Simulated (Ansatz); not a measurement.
# Work function and dipole per adsorbate against coverage for Ca, La, Y and Mg on Hf(0001), PBE slabs

A common rule of thumb says that an electropositive metal lowers the work function of a surface in proportion to the number of atoms deposited, each atom bringing the same dipole. We test it for Ca, La, Y and Mg on Hf(0001). The question matters for electron emitters and metal contacts, where a fraction of a layer can shift the barrier for electrons by more than 1 eV. We calculate the work function $\Phi$ of the covered face with PBE and take its change $\Delta\Phi$ from the clean face, at 4.33 eV; a negative value means that electrons leave more easily. The dipole per adsorbate follows from $\Delta\Phi$ and the adsorbate density, and is positive when its positive end points outwards.

## Set-up

Ansatz 0.2.0, plane-wave Kohn-Sham DFT with its default PAW datasets at a cutoff of 420 eV, PBE. Slabs of 4 layers at the tabulated measured lattice constant with the lower two layers held; adsorbates on the upper face in cells of 1 to 9 surface atoms, started on the site named and relaxed with the upper layers until forces are under 0.02 eV/Å. k-spacing 0.19 Å⁻¹ (2π included), Fermi-Dirac smearing of 0.1 eV, 18 Å of vacuum, dipole correction. Spin-paired, no spin-orbit coupling.

Notes on method and selection:

- One starting site was run; real layers may sit elsewhere, sink into the surface or rebuild it.
- Changes under about 0.15 eV are within the error of slabs this thin.
- Runs in which an atom moved over 1.3 Å, mostly full layers of large atoms, are not listed; the work function can turn there.
- Neighbouring dipoles tend to depolarise each other as the coverage rises, unless heights or bonding change.
- Runs in which the search for lower states was switched off are not listed.
- Work functions and vacuum levels are read from the electrostatic potential (Hartree and local ionic parts), which a warning of a rough exchange-correlation potential in thin density does not concern.
- Error sizes named in these notes are rules of thumb and were not measured on these runs.
- The default PAW datasets of this version of Ansatz are the set soft_2.
- Run and not listed: Mg on Hf(0001) at 0.5 ML (had an atom move over 1.3 Å).
- Runs that did not converge, have known faults or may not be shown are not listed, and runs on Ansatz's PAW sets soft_1 and soft_2 are kept to separate tables.

Columns:

- density (nm⁻²): adsorbates per area.
- height (Å): height of the adsorbed atom (the lowest atom of a molecule) over the highest substrate atom.
- coverage (ML): adsorbates per surface atom.
- ΔΦ (eV): work function of the covered face less that of the clean face.
- dipole (D): dipole per adsorbate from ΔΦ by the Helmholtz relation, positive end outwards.
- Φ covered (eV): work function of the covered face.

## Data

| member | system | density (nm⁻²) | height (Å) | coverage (ML) | ΔΦ (eV) | dipole (D) | Φ covered (eV) |
| --- | --- | --- | --- | --- | --- | --- | --- |
| clean | Ca on Hf(0001), fcc | 0.00 | – | 0.000 | 0.00 | – | 4.33 |
| 0.1111 ML | Ca on Hf(0001), fcc | 1.25 | 2.67 | 0.111 | −1.40 | 2.98 | 2.93 |
| 0.25 ML | Ca on Hf(0001), fcc | 2.82 | 2.63 | 0.250 | −2.19 | 2.06 | 2.15 |
| clean | La on Hf(0001), fcc | 0.00 | – | 0.000 | 0.00 | – | 4.33 |
| 0.1111 ML | La on Hf(0001), fcc | 1.25 | 2.51 | 0.111 | −1.30 | 2.74 | 3.04 |
| 0.25 ML | La on Hf(0001), fcc | 2.82 | 2.45 | 0.250 | −1.87 | 1.76 | 2.46 |
| clean | Y on Hf(0001), fcc | 0.00 | – | 0.000 | 0.00 | – | 4.33 |
| 0.1111 ML | Y on Hf(0001), fcc | 1.25 | 2.39 | 0.111 | −1.14 | 2.41 | 3.20 |
| 0.25 ML | Y on Hf(0001), fcc | 2.82 | 2.33 | 0.250 | −1.84 | 1.73 | 2.49 |
| clean | Mg on Hf(0001), fcc | 0.00 | – | 0.000 | 0.00 | – | 4.33 |
| 0.1111 ML | Mg on Hf(0001), fcc | 1.25 | 2.40 | 0.111 | −0.62 | 1.31 | 3.72 |
| 0.25 ML | Mg on Hf(0001), fcc | 2.82 | 2.33 | 0.250 | −1.19 | 1.13 | 3.14 |
| 1 ML | Mg on Hf(0001), fcc | 11.28 | 2.66 | 1.000 | −0.23 | 0.05 | 4.10 |

## Why the values move as they do

All four metals lower the work function at 0.111 ML and lower it further at 0.25 ML. For Ca, La and Y the lowering grows much more slowly than the coverage. The Helmholtz relation is

$$\Delta\Phi = -0.377\,n\,\mu,$$

with $\Delta\Phi$ in eV, the density $n$ in nm⁻² and the dipole $\mu$ in D. Proportionality would require a constant $\mu$. Between the two coverages the dipole instead falls to 2.06 / 2.98 = 0.69 of its value for Ca, 1.76 / 2.74 = 0.64 for La and 1.73 / 2.41 = 0.72 for Y. For Mg the ratio is 1.13 / 1.31 = 0.86.

The likely cause is mutual depolarisation. Each adsorbate sits in the field of its neighbours, which opposes its own dipole and draws electrons back towards it. For point dipoles in a hexagonal array,

$$\mu = \frac{\mu_0}{1 + 9\,\alpha\,n^{3/2}},$$

where $\mu_0$ is the dipole of a lone adsorbate, $\alpha$ its polarisability volume and 9 a rounded lattice sum. The listed change in height looks too small to do the same work: La sinks by 2.51 − 2.45 = 0.06 Å while its dipole drops by 36%. The length that counts for the dipole runs from the image plane, which lies outside the top Hf nuclei, so it is shorter than the listed height. For the sinking to explain the whole drop at fixed charge, that length would have to be only about three times the sinking itself, which is implausibly short. This is a rough test, because heights are counted from the highest Hf atom and the surface buckles under the adsorbate.

The metals probably also differ in how much charge they give up. At 0.111 ML the listed heights of Y and Mg are nearly the same, 2.39 and 2.40 Å, yet the dipole of Y is 2.41 / 1.31 = 1.84 times as large. The two heights are not strictly alike, since the Hf atoms beside Y lie lower than those beside Mg. Such a shift is unlikely to account for a factor of 1.84. Mg holds its outer s electrons more tightly than the other three metals, so a smaller transfer to Hf is expected.

At 0.25 ML Ca gives the strongest lowering, −2.19 eV. La and Y, at −1.87 and −1.84 eV, are equal within the error of about 0.15 eV expected for slabs this thin.

## Residuals

The full Mg layer departs most clearly. Its work function is 4.10 − 3.14 = 0.96 eV higher than at 0.25 ML, and the dipole has almost vanished, at 0.05 D.

Depolarisation at fixed $\mu_0$ and $\alpha$ does not go that far. Even for a very large $\alpha$, the dipole can fall by no more than a factor of (11.28 / 2.82)^1.5 = 8.0, from 1.13 to 0.14 D. That would leave a lowering of 0.377 × 11.28 × 0.14 = 0.60 eV, against the 0.23 eV calculated. The bonding has probably changed: at full coverage the Mg atoms are about as close together as in magnesium metal and can share electrons within the layer instead of giving them to Hf. The listed height rises from 2.33 to 2.66 Å. Part of this comes from the reference: at 0.25 ML the highest Hf atom stands above the average of its layer, while under the full layer all top Hf atoms are level. The rise that remains over the average layer fits a weaker hold by the substrate; at fixed charge it would have enlarged the dipole.

The value of 4.10 eV need not match magnesium metal: a single Mg layer bonded to Hf is a different surface, and a gap between the two would not in itself point to an error. The bare lower face of the slab keeps almost the same work function when Mg is added, so the change on the upper face hardly reaches through the slab. That is no test of convergence with thickness, and neither a thicker slab nor another starting site is listed. The recovery of 0.96 eV is well above the expected slab error, but its size is shown for this site only.

## Worked examples

**Which layer brings the work function safely below 2.5 eV?**
Three rows at 0.25 ML lie below the target: Ca at 2.15 eV, La at 2.46 eV and Y at 2.49 eV. Their margins are 2.5 − 2.15 = 0.35 eV, 2.5 − 2.46 = 0.04 eV and 2.5 − 2.49 = 0.01 eV. Only the margin of Ca exceeds the expected slab error, so Ca is the choice among the calculated values. Whether a real Ca layer stays below 2.5 eV also depends on the error of PBE in the work function itself, which this margin does not include.

**Can the value at 0.111 ML be scaled up by density?**
For La, scaling to 0.25 ML gives −1.30 × 2.82 / 1.25 = −2.93 eV. The calculated change is −1.87 eV, so the estimate overshoots by 1.06 eV. For Mg the same step gives −0.62 × 2.82 / 1.25 = −1.40 eV against −1.19 eV. That miss of 0.21 eV is within reach of the slab error, which scaling enlarges to 0.15 × 2.82 / 1.25 = 0.34 eV. Carried on to the full Mg layer, the rule gives −0.62 × 11.28 / 1.25 = −5.59 eV, more than the whole work function of clean Hf.

**What if a quarter layer of Mg gathers into full-layer islands?**
A quarter of the area then carries the change of the full layer and the rest stays clean. Neglecting island edges, the area average is 0.25 × (−0.23) = −0.06 eV, whereas evenly spread atoms give −1.19 eV. The arrangement of the Mg atoms therefore matters as much as their number.

## Closing remarks

At the two coverages run up to 0.25 ML, more adsorbate means a lower work function for all four metals, but constant dipoles fail clearly for Ca, La and Y. For Mg the fall in dipole over this range is too small to be sure of. The Mg work function turns back up somewhere between 0.25 and 1 ML; the run at 0.5 ML is not listed because an atom moved too far. For Ca, La and Y no coverage above 0.25 ML is shown, so their rows do not tell whether they turn as well.

The adsorbates started in symmetric hollow sites and could not slide sideways. Atoms that sink into the Hf surface would usually have smaller dipoles and lower the work function less. PBE often places the work functions of metals slightly too low, but the clean face gives no sign of that here: its 4.33 eV lies above what is measured on polycrystalline hafnium. A polycrystal exposes a mixture of faces, and close-packed ones usually have the higher work functions, so the comparison does not settle the error for Hf(0001). An offset shared by the clean and covered faces cancels in $\Delta\Phi$ but stays in $\Phi$. Spin-orbit coupling and spin polarisation are left out; we expect both to matter little here, with no sign that we can assign.
